\section*{Typical-medium theory of the Anderson transition}

Anderson's criterion of 1958 concerns the escape rate of an electron from a given site, and it asks for the typical value of that rate, not the mean. Today I build a mean-field theory on that remark, the typical-medium theory (TMT) of Dobrosavljevi\'c, Pastor and Nikoli\'c (2003). I solve it for box disorder, say what it leaves out, and then put in numbers for a one-band model of the impurity band of Ga$_{1-x}$Mn$_x$As.

\subsection*{Premises}

The model has one orbital per site and no interactions,
\begin{equation}
H=\sum_i \epsilon_i c_i^\dagger c_i - V\sum_{\langle ij\rangle}\left(c_i^\dagger c_j+c_j^\dagger c_i\right).
\end{equation}
The $\epsilon_i$ are independent with an even density $P(\epsilon)$, and $\langle\cdot\rangle$ is the average over $P$. Box disorder means $P=1/W$ for $|\epsilon|<a$, with $a\equiv W/2$. Energies $\omega$ are counted from the band centre, Green functions are retarded, and densities of states are per site.

Take a tree on which each site has $K$ forward neighbours. Removing a site disconnects the branches behind it, so the Green function of site $i$ with its backward bond cut obeys exactly
\begin{equation}
G_i(\omega)=\frac{1}{\omega-\epsilon_i-\Delta_i(\omega)},\qquad \Delta_i=V^2\sum_{j=1}^{K}G_j .
\label{cavity}
\end{equation}
Define $t^2=KV^2$. Without disorder all $G_j$ are equal, $G=1/(\omega-t^2G)$, and the retarded root inside the band is $G=(\omega-i\sqrt{4t^2-\omega^2})/2t^2$. Hence
\begin{equation}
\rho_0(\omega)=-\frac1\pi\,\mathrm{Im}\,G=\frac{\sqrt{4t^2-\omega^2}}{2\pi t^2},
\end{equation}
a semicircle of full width $B=4t$ with $\rho_0(0)=1/\pi t$.

TMT now makes three assumptions. (i) The random bath $\Delta_i$ is replaced by one function $\Delta=\Delta'-i\eta$, with $\eta\ge0$, the same on every site. (ii) The bath is $\Delta=t^2G_{\rm typ}$, where $G_{\rm typ}$ is the causal function built from a density $\rho_{\rm typ}$. (iii) That density is the geometric mean of the local one:
\begin{equation}
\rho_{\rm typ}(\omega)=\exp\langle\ln\rho_i(\omega)\rangle,\qquad
G_{\rm typ}(\omega)=\int\! d\omega'\,\frac{\rho_{\rm typ}(\omega')}{\omega+i0-\omega'} .
\label{typ}
\end{equation}
With $1/(y+i0)=\mathcal P/y-i\pi\delta(y)$ this gives
\begin{equation}
\eta(\omega)=\pi t^2\rho_{\rm typ}(\omega),\qquad
\Delta'(\omega)=t^2\,\mathcal P\!\int\! d\omega'\,\frac{\rho_{\rm typ}(\omega')}{\omega-\omega'} .
\label{bath}
\end{equation}
These are postulates. I return to their price later.

\emph{Question: Why the geometric mean and not the ordinary one?}

Write $\xi=\omega-\Delta'(\omega)$. The local density is a Lorentzian in the site energy,
\begin{equation}
\rho_i=\frac1\pi\,\frac{\eta}{(\xi-\epsilon_i)^2+\eta^2}.
\label{lorentz}
\end{equation}
Let $\eta\to0$, as it must when the electron cannot escape. The arithmetic mean $\rho_{\rm av}=\langle\rho_i\rangle$ tends to $P(\xi)$, which is finite. It is carried by a fraction of order $\eta/W$ of resonant sites with $\rho_i\sim1/\eta$. The geometric mean tends to $(\eta/\pi)\exp[-2\langle\ln|\xi-\epsilon|\rangle]$ and vanishes with $\eta$, as $\rho_i$ does on almost every site. Closing the loop with $\rho_{\rm av}$ is the coherent-potential approximation (CPA). At the band centre it reads $\eta=(t^2/a)\arctan(a/\eta)$. This has a positive root for every $W$, with $\eta\to\pi t^2/W$ at large $W$, so CPA has no transition.

\subsection*{The closing equation}

Take the logarithm of Eq.~(\ref{lorentz}), average, exponentiate, and use $\eta/\pi=t^2\rho_{\rm typ}$:
\begin{equation}
\rho_{\rm typ}=t^2\rho_{\rm typ}\,e^{-F(\xi,\eta)},\qquad
F(\xi,\eta)=\left\langle\ln\left[(\xi-\epsilon)^2+\eta^2\right]\right\rangle .
\label{close}
\end{equation}
At each $\omega$ there are two branches. Either $\rho_{\rm typ}=0$, which we read as localised, or
\begin{equation}
F(\xi,\eta)=2\ln t ,
\label{ext}
\end{equation}
which we read as extended. Different frequencies couple only through $\Delta'$. For even $P$ the equations are symmetric under $\omega\to-\omega$. We take the even solution for $\rho_{\rm typ}$. Then $\Delta'$ is odd, so $\xi=0$ at $\omega=0$ and the band centre decouples.

\subsection*{Linearisation and the critical disorder}

To see which branch is stable, read Eq.~(\ref{close}) as an iteration and seed it with an infinitesimal $\rho_{\rm typ}$. Then $\eta\to0$ inside $F$. The limit is harmless because the logarithmic singularity is integrable for bounded $P$. One step multiplies the seed at the centre by
\begin{equation}
\lambda=t^2\exp\left[-2\langle\ln|\epsilon|\rangle\right].
\end{equation}
The seed grows for $\lambda>1$ and dies for $\lambda<1$. The transition is at $\lambda=1$: the geometric mean of $|\epsilon|$ equals $t$. For the box,
\begin{equation}
\langle\ln|\epsilon|\rangle=\frac1a\int_0^a\ln\epsilon\,d\epsilon=\ln a-1,
\qquad \lambda=\left(\frac{et}{a}\right)^2,
\end{equation}
with $e$ the base of natural logarithms. So $a_c=et$, $\lambda=(W_c/W)^2$ and
\begin{equation}
W_c=2et\approx5.44\,t,\qquad \frac{W_c}{B}=\frac e2\approx1.36 .
\label{Wc}
\end{equation}

\emph{Question: You looked only at the band centre. Could extended states survive elsewhere above $W_c$?}

Not for the box. Differentiate $F$ under the integral. Since $\partial_\xi=-\partial_\epsilon$ on the integrand, the first derivative is a boundary term:
\begin{equation}
\frac{\partial F}{\partial\xi}=\frac1{2a}\ln\frac{(\xi+a)^2+\eta^2}{(\xi-a)^2+\eta^2},\qquad
\frac{\partial F}{\partial\eta}=\left\langle\frac{2\eta}{(\xi-\epsilon)^2+\eta^2}\right\rangle=2\pi\rho_{\rm av}.
\label{mono}
\end{equation}
The first has the sign of $\xi$ and the second is positive. So $F(\xi,\eta)\ge F(0,0)=2\ln(a/e)$ everywhere. For $W>W_c$ this exceeds $2\ln t$, and Eq.~(\ref{ext}) has no solution at any $\omega$, whatever $\Delta'$ is. For $W<W_c$, $F(0,\eta)$ rises monotonically from below $2\ln t$ to infinity, so the centre has exactly one positive root. $W_c$ is therefore the disorder at which the last extended state disappears, and that state is at the centre.

\subsection*{How the order parameter vanishes}

The antiderivative of $\ln(\epsilon^2+\eta^2)$ is $\epsilon\ln(\epsilon^2+\eta^2)-2\epsilon+2\eta\arctan(\epsilon/\eta)$. Therefore
\begin{equation}
F(0,\eta)=\ln(a^2+\eta^2)-2+\frac{2\eta}{a}\arctan\frac a\eta .
\end{equation}
Put $u=\eta/a$, insert this in Eq.~(\ref{ext}), and use $2\ln t+2-2\ln a=2\ln(W_c/W)$:
\begin{equation}
\ln(1+u^2)+2u\arctan\frac1u=2\ln\frac{W_c}{W}.
\label{centre}
\end{equation}
This is exact within TMT at the band centre. For small $u>0$ we have $\arctan(1/u)=\pi/2-u+O(u^3)$ and $\ln(1+u^2)=u^2+O(u^4)$, so the left side is $\pi u-u^2+O(u^4)$. Define $\delta=W_c-W$ and $d=\delta/W_c$. The right side is $-2\ln(1-d)=2d+d^2+O(d^3)$. Solving by iteration,
\begin{equation}
u=\frac{2d}{\pi}+d^2\left(\frac1\pi+\frac4{\pi^3}\right)+O(d^3).
\end{equation}
Multiply by $a=a_c(1-d)$ and use $2a_cd=\delta$:
\begin{equation}
\eta(0)=\frac{\delta}{\pi}\left[1-\left(\frac12-\frac2{\pi^2}\right)d+O(d^2)\right],
\label{eta}
\end{equation}
where the coefficient of $d$ is $0.30$. To leading order
\begin{equation}
\rho_{\rm typ}(0)=\frac{W_c-W}{\pi^2t^2}.
\label{linear}
\end{equation}
The order parameter vanishes linearly, with exponent $\beta=1$. Meanwhile $\rho_{\rm av}(0)=\arctan(a/\eta)/\pi a$ tends to $1/W_c$ and stays finite.

\emph{Question: A mean-field theory usually gives $\beta=1/2$. Why not here?}

$F$ depends on $\eta^2$, so you expect an expansion in $\eta^2$ and a square root. But the coefficient would be $\langle\epsilon^{-2}\rangle$, which diverges. The sites with $|\epsilon|\lesssim\eta$ give instead a term in $|\eta|$. By the second of Eqs.~(\ref{mono}) its coefficient is $2\pi\rho_{\rm av}\to2\pi P(0)$. For any even $P$ that is continuous and nonzero at the origin,
\begin{equation}
\eta(0)\simeq\frac{\ln\lambda}{2\pi P(0)} .
\end{equation}
For the box, $\ln\lambda\simeq2d$ and $P(0)\simeq1/W_c$ return $\delta/\pi$. So $\beta=1$ is common to this class, while the critical disorder is not. A Gaussian of standard deviation $\sigma$ has $\langle\ln|\epsilon|\rangle=\ln\sigma-(\gamma_E+\ln2)/2$, with $\gamma_E$ Euler's constant. This gives $\sigma_c=\sqrt2\,e^{\gamma_E/2}\,t\approx1.89\,t$, against $W_c/\sqrt{12}\approx1.57\,t$ for the box. A binary alloy $\epsilon=\pm a$ has $P(0)=0$ and $a^2+\eta^2=t^2$, a square root. But there both kinds of site have the same $\rho_i(0)$, the equation coincides with CPA, and it describes band splitting rather than localisation.

\subsection*{The mobility edge}

At the edge $\omega_c$ of the extended region $\eta\to0$, so Eq.~(\ref{ext}) becomes $F(\xi_c,0)=2\ln t$. For $|\xi|<a$ and $v=\xi/a$, splitting the integral at $\epsilon=\xi$ gives $F(\xi,0)=2\ln a-2+(1+v)\ln(1+v)+(1-v)\ln(1-v)$. So, whenever the root has $v_c<1$,
\begin{equation}
(1+v_c)\ln(1+v_c)+(1-v_c)\ln(1-v_c)=2\ln\frac{W_c}{W},\qquad \omega_c=av_c+\Delta'(\omega_c).
\label{edge}
\end{equation}
The left side is $v^2+O(v^4)$. Near $W_c$ both $u$ and $v$ are small, and the leading terms add: $\pi u+v^2=2d$. Suppose first that $\Delta'\ll\omega$, so that $\xi\simeq\omega$. With $a\simeq a_c$,
\begin{equation}
\rho_{\rm typ}(\omega)=\rho_{\rm typ}(0)\left(1-\frac{\omega^2}{\omega_0^2}\right),\qquad
\omega_0^2=2da_c^2=et\,(W_c-W),
\label{parab}
\end{equation}
for $|\omega|<\omega_0$ and zero outside. The two mobility edges close on the centre as $\delta^{1/2}$.

Now check the supposition. With $y=\omega/\omega_0$, write $1-y'^2=(1-y^2)+(y-y')(y+y')$ in Eq.~(\ref{bath}). The first piece gives a logarithm and the second integrates to $2y$:
\begin{equation}
\Delta'(\omega)=\frac{\eta(0)}{\pi}\left[(1-y^2)\ln\left|\frac{1+y}{1-y}\right|+2y\right].
\label{re}
\end{equation}
The bracket is $4y$ at small $y$ and $2$ at the edge. Thus $\Delta'(\omega_0)=2\delta/\pi^2$ and $\Delta'(\omega_0)/\omega_0=(2/\pi^2)\sqrt{\delta/et}$, which vanishes at the transition, though only as $\delta^{1/2}$. It pushes the edge outwards.

\emph{Question: The area under that parabola goes to zero. Is a density of states not normalised?}

The area is $\tfrac43\rho_{\rm typ}(0)\,\omega_0\propto\delta^{3/2}$. Jensen's inequality gives $\rho_{\rm typ}\le\rho_{\rm av}$ at each $\omega$, and only $\rho_{\rm av}$ integrates to one. $\rho_{\rm typ}$ measures the continuum into which a typical site can decay. It does not count states, and the Fermi level must be fixed from $\rho_{\rm av}$.

\subsection*{What the closure drops}

\emph{Question: Is TMT the large-$K$ limit of the tree?}

No, and the exact recursion (\ref{cavity}), studied by Abou-Chacra, Thouless and Anderson in 1973, shows why. Write $\Delta_i=\Delta'_i-i\Gamma_i$. At $\omega=0$ and infinitesimal $\Gamma$,
\begin{equation}
\Gamma_i=V^2\sum_{j=1}^K\frac{\Gamma_j}{(\epsilon_j+\Delta'_j)^2}.
\label{rec}
\end{equation}
TMT makes two replacements here. It sets $\Delta'_j=0$, and it replaces the sum by $K$ times the typical term.

Take the second replacement alone, with $\Delta'_j=0$ and $X_j=\Gamma_j/\epsilon_j^2$. The arithmetic mean of the $X_j$ is at least their geometric mean, so $\ln\sum_jX_j\ge\ln K+K^{-1}\sum_j\ln X_j$. Averaging,
\begin{equation}
\langle\ln\Gamma_i\rangle\ge\langle\ln\Gamma_j\rangle+\ln\lambda .
\end{equation}
The seed grows at least as fast as TMT says, so $2et$ is a lower bound on the critical disorder of this reduced recursion. For an upper bound use $(\sum X_j)^s\le\sum X_j^s$ for $0<s<1/2$, the independence of $\epsilon_j$ and $\Gamma_j$, and $\langle|\epsilon|^{-2s}\rangle=a^{-2s}/(1-2s)$. The moment $\langle\Gamma^s\rangle$ is multiplied per generation by at most $e^{m(s)}$, with $m=\ln K-2sL-\ln(1-2s)$ and $L=\ln(a/V)$. For $L>1$ the minimum lies at $1-2s=1/L$, where $m=\ln K-L+1+\ln L$. The seed surely dies when $m<0$, that is for $W>2eKV\ln(W/2V)$. In units of $t=\sqrt K\,V$ this bound grows as $\sqrt K\ln K$. For $K=5$ it is $W\approx49\,t$, against the lower bound $5.44\,t$. The bracket is wide because escape along rare resonant paths can dominate the sum, and TMT omits such paths.

Now the first replacement. In the localised phase $\Delta'_j$ is a sum of $K$ terms $-V^2/\epsilon$, each with a density tail $V^2/Wy^2$ at large value $y$. For large $K$ the sum approaches a Cauchy law, whose tail $g/\pi y^2$ must equal $KV^2/Wy^2$. The width is $g=\pi t^2/W$, to lowest order in $t/W$. Averaging $\ln(\epsilon+y)^2$ over a Cauchy law gives $\ln(\epsilon^2+g^2)$, so the fluctuating real part enters $F$ just as $\eta$ does. To first order it raises $F$ by $\pi g/a=\pi^2t^2/2a^2$, which at $a=et$ is $\pi^2/2e^2\approx0.67$. That would lower $\ln W_c$ by $0.33$, too much for first order to be trusted. The chain makes the same point. For $K=1$ the sum has one term and only this replacement is left. TMT still gives $W_c=2eV$, whereas a chain is localised at any disorder.

The two omissions pull in opposite directions and each is of order one or larger. Finally, at $K\to\infty$ with $t$ and $W$ fixed, an extended bath self-averages arithmetically and one recovers CPA, with no transition. TMT is thus not a controlled limit.

\subsection*{Range of validity}

As statements about the TMT equations, $W_c=2et$ and Eq.~(\ref{centre}) are exact for a semicircular band and independent box disorder. The linear law (\ref{linear}) holds to a relative $0.30\,d$. The parabola (\ref{parab}) has relative corrections of order $d^{1/2}$. The exponent $\beta=1$ needs $P(0)$ finite and nonzero.

As statements about a solid they are qualitative. The theory gives an order parameter that vanishes while $\rho_{\rm av}$ stays finite, and mobility edges that close on the centre. It knows the lattice only through the clean density of states. It has no interference loops, hence no weak localisation and no dependence on dimension or on symmetry class, and it wrongly allows extended states in one dimension. It contains no length, so it yields no localisation-length exponent, and $\beta=1$ is a property of the closure. The prefactor $e/2$ has no small parameter behind it. Random hopping, correlated site energies and interactions are outside the premises.

\subsection*{Illustration: the impurity band of Ga$_{1-x}$Mn$_x$As}

Let each substitutional Mn acceptor carry one spin-polarised hole orbital, and let $f$ be the number of holes per Mn, with $f<1$ through compensation by donors. The inputs are assumed, so the results are the model's.

For the scale of $W$, take $x=0.01$, a typical lattice constant of about $0.565$ nm with four cation sites per cube, and a static dielectric constant of about $12.9$. The Mn density is $n=2.2\times10^{20}$ cm$^{-3}$, the spacing is $n^{-1/3}=1.65$ nm, and the unscreened Coulomb energy of a unit charge at that distance is $68$ meV. I take $a=60$ meV, so $W=120$ meV. For the band I assume $t=25$ meV, so $B=100$ meV, of the order of the typical acceptor binding energy of about $110$ meV. A much wider band could not be treated as separate from the valence band.

Then $W_c=135.9$ meV, $\delta=15.9$ meV, $d=0.117$ and $\lambda=1.28$. The centre is extended. The right side of Eqs.~(\ref{centre}) and (\ref{edge}) is $0.249$. Equation~(\ref{centre}) gives $u=0.0814$ and $\eta(0)=4.88$ meV. The linear law gives $5.1$ meV, and Eq.~(\ref{eta}) with its correction $4.9$ meV. Per Mn site,
\begin{equation}
\rho_{\rm typ}(0)=2.49\ {\rm eV}^{-1},\qquad \rho_{\rm av}(0)=7.90\ {\rm eV}^{-1},\qquad \rho_0(0)=12.7\ {\rm eV}^{-1}.
\end{equation}
The typical site sees about $0.3$ of the average density.

For the edge, Eq.~(\ref{edge}) gives $v_c=0.488$ and $\xi_c=29.3$ meV. Equation~(\ref{re}) gives $\Delta'(\omega_c)\approx2\eta(0)/\pi=3.1$ meV, so $\omega_c\approx32$ meV. The last digit is uncertain by a unit. The slope of $\Delta'$ at the centre, $4\eta(0)/\pi\omega_c\approx0.2$, distorts the parabola from which the $3.1$ meV came. The leading formula $\omega_0=33$ meV lands close only because its two omissions, $\xi_c<\omega_0$ and $\Delta'>0$, nearly cancel here. Across the extended region $\rho_{\rm av}$ runs from $7.90$ eV$^{-1}$ at the centre to $1/W=8.3$ eV$^{-1}$ at the edges. With $8$ eV$^{-1}$ the extended fraction of the states is $2\omega_c\rho_{\rm av}\approx0.5$. By symmetry the model is metallic for roughly $0.25<f<0.75$.

\emph{Question: How much of that should a crystal grower believe?}

Only the structure: compensation moves the Fermi level across a mobility edge, and the window of filling shrinks as $\delta^{1/2}$. The neglected fluctuation of the real part, $g=\pi t^2/W\approx16$ meV, is about three times $\eta(0)$, and its effect on $W_c$ exceeds the distance $d=0.117$ from the transition. Coulomb site energies are also spatially correlated, and the hopping between randomly placed Mn fluctuates strongly. As typical knowledge, films turn metallic above roughly one to two per cent Mn, and well-annealed films with several per cent Mn and weak compensation, $f$ approaching one, are the best conductors. The model misses this qualitatively and errs towards the insulator. It loses the metal above $f\approx0.75$ with these inputs, and at $f=1$ its single band is full for any $t$ and $W$. Overlap with the valence band and the further acceptor orbitals, both absent here, remove that limit. The window $0.25<f<0.75$ is the model's, and it can at best caricature dilute, strongly compensated samples near the transition.